## Why does the crystal push harder than it pulls?

Shorten the edge of a cubic SrTiO₃ cell by 4% and it pushes back. Lengthen the edge by 4% and it pulls inward. If the bonds were ideal springs, the two responses would be nearly equal, yet the calculation gives 30 GPa in one direction and only 17 GPa in the other. What makes the same crystal stiff when squeezed and soft when stretched?

Cubic SrTiO₃ (five-atom cell, space group Pm-3m) under equal strain along all three axes, computed with Ansatz 0.2.0 using spin-unpolarised density functional theory with the r2SCAN functional. All cells use PAW potentials, a plane-wave cutoff of 500 eV, a 6×6×6 k mesh and fixed occupations. Pressure is positive in compression.

```csv
volume (Å³/atom),shortest distance (Å),pressure (GPa)
10.552,1.875,30.28
10.885,1.895,21.13
11.225,1.914,13.11
11.572,1.934,6.11
11.926,1.953,0.02
12.288,1.973,-5.28
12.656,1.992,-9.86
13.032,2.012,-13.81
13.416,2.032,-17.20
13.555,2.039,-18.29
```

## Reading the curve

The volume is given per atom, and the shortest distance, $d$, is the Ti–O contact, which is half the cubic edge $a$. Positive pressure means that the cell wants to expand. Negative pressure is tension: the outward pull needed to hold the cell at that size. Since the three stresses are equal by cubic symmetry, the table holds one curve of pressure against volume, computed with the r2SCAN density functional.

Three rows carry the argument. The cell at 11.926 Å³/atom is practically free of pressure. The one at 10.552 has an edge 4% shorter, and the one at 13.416 an edge 4% longer.

## Pressure is a slope of energy

Pressure $P$ is minus the slope of the energy $E$ against the cell volume $V$. The energies of the same calculations bear this out: for each step between neighbouring rows, the energy slope agrees with the mean of the two pressures to about 0.1 GPa. The energy valley is therefore lopsided. Squeezing by 4% costs 0.58 eV per cell, while stretching by 4% costs 0.44 eV.

## Part of the difference is geometry

Pressure is force divided by area, and the squeezed cell has smaller faces. The pressure at 10.552 Å³/atom is $30.28/17.20 = 1.76$ times the tension at 13.416. The face areas differ by a factor $(2.032/1.875)^2 = 1.17$. Dividing the first by the second leaves a ratio of 1.50 for the forces themselves.

This division assumes no model of the bonds. If the energy were a parabola in the edge, the two forces would be equal and only the factor of 1.17 would remain. Most of the asymmetry therefore belongs to the interaction between the atoms, which stiffens on approach and weakens on separation.

## A pull and a push of different reach

A single ion pair, such as an isolated NaCl molecule, shows how this can come about. The opposite charges attract over a long distance, and the attraction changes gently. The closed electron shells repel only where they overlap, because the Pauli principle forces their electrons into states of higher energy, and this repulsion changes steeply. The energy curve is a steep wall on the inside and a shallow slope on the outside.

SrTiO₃ can be pictured in the same way, with Sr²⁺, Ti⁴⁺ and O²⁻ in place of the pair. The comparison covers the shape of the valley near its bottom. It leaves out the face area, which a molecule does not have, and the covalent share of the Ti–O bond.

The energy terms of the same calculations point the same way. Relative to the cell at rest, the kinetic energy of the smooth valence states rises by 11.98 eV at 10.885 Å³/atom, where the edge is 3% shorter, and falls by only 10.08 eV at 13.032, where it is 3% longer. The electrostatic terms (local potential, Hartree and ion–ion energy together) move the other way, down by 8.01 eV and up by 6.90 eV. These terms are not the whole energy and do not map one to one onto ion pairs, but they show a push of kinetic origin opposed by an electrostatic pull.

## A model of formal ions

Give the ions their full formal charges and one repulsion that decays exponentially with the Ti–O distance:

$$E(a) = -\frac{50\,e^2}{a} + B\,e^{-d/s}, \qquad d = \frac{a}{2}.$$

Here $e$ is the elementary charge, $B$ sets the strength of the repulsion and $s$ its range. The factor 50 is a rough recalled value of the lattice sum over all ions. With $V = a^3$, the pressure is minus the slope of the energy against the edge, divided by $3a^2$:

$$P = \frac{B}{6\,s\,a^2}\,e^{-d/s} - \frac{50\,e^2}{3a^4}.$$

The first term pushes outward and the second pulls inward. At rest they cancel. When the edge shrinks by 1%, the inward term grows by 4%, because it varies as $1/a^4$. The outward term grows by about 7% with the fitted range, so the cell pushes back.

The same comparison explains the softening. In this picture the resistance to a volume change comes from the repulsion, while the attraction works against it. As the cell expands, the repulsion fades faster than the attraction, and the resistance fades with it. Compression does the opposite.

## One estimate in full

Take the cell at rest, with an edge of 3.91 Å and $e^2 = 14.4$ eV Å. The inward term is $50 \times 14.4/(3 \times 3.91^4)$, close to 1 eV/Å³, or roughly 160 GPa. The outward term must be about as large. A 1% shorter edge unbalances them by 7.4% less 4%, which is 3.4% of some 160 GPa, or between 5 and 6 GPa.

The table has 6.11 GPa at 11.572 Å³/atom, where the edge is 1% shorter, and a tension of 5.28 GPa at 12.288, where it is 1% longer. Both rows were among those used to fit the repulsion, so the agreement is a check of the reasoning and not a prediction. The estimate does show why a few gigapascals are natural here: they are the small difference between two opposing terms of the order of 100 GPa.

## Where the simple model falls short

With strength and range of the repulsion fitted to all ten rows, the model follows the curve to within about 1 GPa. It bends too little, however. It gives a pressure ratio of 1.65 at 4% strain, and even that is flattering, because the model leaves 0.7 GPa on the cell that should be at rest. Taking this offset out of both pressures lowers the ratio to about 1.5, against 1.76 in the calculation.

If the strength of the attraction is fitted as well, the curve is matched to better than 0.01 GPa in every row. The fit then chooses roughly half the attraction and a repulsion of shorter range. The two terms still cancel at rest, each now about half as large, and the stiffness there hardly changes, but the repulsion now varies more steeply and the curve bends more. The printed analysis below gives both fits.

A weaker attraction would suit a crystal whose Ti–O bonds are partly covalent, but that reading is a guess. The shortfall may just as well lie in the single exponential: with formal charges kept, a power law or a second repulsion of different range is expected to bend the curve more. Three constants can set the volume at rest, the stiffness and its rise with pressure, so a close match is expected of the usual equations of state too. The fitted attraction depends on the form chosen for the repulsion, and a smooth curve cannot turn it into ionic charges. What the comparison does teach is a rule within this kind of model: for a given edge and stiffness at rest, a repulsion of shorter range makes the crystal stiffen faster under compression.

## The last row only looks irregular

Between 13.032 and 13.416 Å³/atom the pressure falls by 3.39 GPa, but in the final step it falls by only 1.09 GPa. Most of this sudden flattening comes from the spacing of the rows, since the last volume step is 0.36 times the one before.

A fair comparison uses the bulk modulus, the drop in pressure per relative increase in volume. It is about 295 GPa for the first step, 190 GPa around zero pressure and 117 GPa for the last full step. The short final step gives 106 GPa and continues the same gradual softening. The curve is still falling at its end, so the table does not reach the greatest tension that the cell could bear.

## What this means for using a bulk modulus

A single modulus of 190 GPa works only for small strains. Multiplied by the logarithm of the volume ratio, it gives 23 GPa for the cell squeezed by 4%, well below the computed 30 GPa. For the cell stretched by 4% it gives a tension of 22 GPa, well above the computed 17 GPa. A better rule lets the modulus rise by a little over 4 GPa for each gigapascal of pressure; the slope is near 4 at the squeezed end of the table and near 5 at the stretched end. Both rules are for equal strain along all three axes.

The whole curve belongs to the undistorted cubic form. Each repeated cell holds a single TiO₆ octahedron and kept its full cubic symmetry, so neighbouring octahedra could not rotate against each other and Ti could not leave its central site. In SrTiO₃, pressure favours the rotation and expansion favours the shift of Ti. The real crystal adopts the rotated form at low temperature, so a larger cell is expected to rotate even at rest, and strongly squeezed or stretched crystals may distort further, with a pressure different from the one in the table.

Numerical output:

```
fit of pressure + attract on 10 rows: coefficient of exp((dref - half)/s)*(dref/half)**2 165.8 +/- 0.21, s 0.3596; rms 0.598, worst 10.552 -1.07, leave-one-out rms 0.819
fit of pressure on 10 rows: coefficient of attract -0.5335 +/- 5.4e-05, coefficient of exp((dref - half)/s)*(dref/half)**2 88.08 +/- 0.0086, s 0.2313; rms 0.00406, worst 10.552 0.00784, leave-one-out rms 0.00593
Rows and models:
     row  edge strain %  bulk modulus of step from row above GPa  force on cell face eV/A  pressure of formal ions GPa  miss of formal ions GPa  miss with free attraction GPa
  10.552         -3.998                                      n/a                    2.659                        29.21                   -1.072                       0.007844
  10.885         -2.999                                    294.5                    1.894                        20.94                  -0.1891                      -0.004373
  11.225         -1.999                                    260.7                    1.199                        13.48                   0.3747                      -0.002001
  11.572        -0.9994                                    229.9                   0.5705                        6.771                   0.6606                     -0.0009391
  11.926              0                                    202.1                 0.001905                       0.7355                   0.7155                      -0.004056
  12.288          1.002                                    177.2                  -0.5131                       -4.693                    0.587                      -0.005921
  12.656              2                                    155.2                  -0.9773                       -9.539                   0.3211                        0.00206
  13.032              3                                    134.9                   -1.396                       -13.88                 -0.06831                        0.00358
  13.416          4.002                                    116.7                   -1.772                       -17.75                  -0.5525                         0.0011
  13.555           4.36                                    105.7                   -1.898                       -19.03                    -0.74                       0.003052
Pressure at -4% over tension at +4% (ratio): 1.76
Part of that ratio from the face area alone: 1.174
Remaining ratio of the forces on a cell face: 1.5
Same pressure ratio in the model of formal ions: 1.645
Bulk modulus around zero pressure in GPa: 189.7
Stiffest step over softest step (ratio of bulk moduli): 2.785
Mean rise of bulk modulus per GPa of pressure: 4.344
Energy cost of -4% in eV per cell: 0.5829
Energy cost of +4% in eV per cell: 0.444
Largest gap between energy slope and mean pressure of a step in GPa: 0.1049
Rise of repulsive pressure per 1% shorter edge in % (formal ions; attraction rises 4%): 7.432
Last volume step over the one before: 0.362
Last pressure step over the one before: 0.3215
```
